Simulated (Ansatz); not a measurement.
# A series in volume per atom on W₂O₃

Results calculated with Ansatz 0.2.0 development build, not measured. Equation of state of a cubic crystal from periodic Kohn-Sham density functional theory without spin; pressure corrected for the finite basis.

Cell of the first row (space group Pn-3m, No. 224):
```
cell vectors (Å)
   4.7536     0.0000     0.0000
   0.0000     4.7536     0.0000
   0.0000     0.0000     4.7536
atoms (fractions of the cell vectors)
W   0.25000  0.25000  0.25000
W   0.75000  0.75000  0.25000
W   0.75000  0.25000  0.75000
W   0.25000  0.75000  0.75000
O   0.50000  0.00000  0.00000
O   0.00000  0.50000  0.00000
O   0.00000  0.00000  0.50000
O   0.50000  0.50000  0.00000
O   0.50000  0.00000  0.50000
O   0.00000  0.50000  0.50000
```

Settings of every row: formula W2O3; structure type cubic X2O3; functional PBE; spin treatment none; k mesh 12x12x12; occupation method fermi-dirac; occupation width 0.061225619 eV; wave cutoff 700 eV; datasets soft-1 PAW; density cutoff ratio 4.

Limits: a cubic model structure, not a phase known at ambient conditions; modest k-mesh, values are not fully converged in k; no spin polarisation, a magnetic state may lie lower; no spin-orbit coupling, which can matter with elements this heavy.

| row | volume per atom (Å³) | pressure (GPa) | energy above lowest point (meV/atom) |
| --- | --- | --- | --- |
| 1 | 10.741 | 18.68 | 37.33 |
| 2 | 10.97 | 11.681 | 15.77 |
| 3 | 11.198 | 5.417 | 3.65 |
| 4 | 11.427 | ? | ? |
| 5 | 11.655 | -5.209 | 3.92 |
| 6 | 11.884 | -9.7 | 14.61 |
| 7 | 12.113 | -13.716 | 31.36 |

Question: what pressure should row 4 give?

Worked fit of pressure. Take u = (V_r/V)^(2/3) − 1 with V_r = 11.427 Å³ an atom, which is twice the finite (Eulerian) strain; such expansions in the strain, on which the Birch-Murnaghan equation of state is built, carry the rest volume and the bulk modulus. The shown rows have u = 0.04214, 0.02758, 0.01359, -0.01308, -0.0258, -0.03812. Least squares give pressure = −0.2028 + 398.726 × u + 1168.23 × u² GPa; a straight line predicts inner rows, each left out in turn, worse (root mean square 0.7 against 0.017 GPa). The rows lie off it by 0.006, -0.002, -0.015, 0.009, 0.012, -0.011 (root mean square 0.01 GPa). The pressure vanishes at u = 0.0005, or V = 11.42 Å³ an atom, and there the bulk modulus at fixed shape and fractions is B = −V dP/dV = (2/3)(1 + u) dP/du = 267 GPa. The withheld row has u = 0, so the fit gives −0.2028 + 398.726 × (0) + 1168.23 × (0)² = -0.203 GPa.

The calculation gave -0.19 GPa. The fit lies 0.013 GPa (6.8 % of the value, 0.04 % of the column's range) below it; its largest miss of a shown row is 0.015 GPa.

The other values of row 4: energy above lowest point 0 meV/atom.
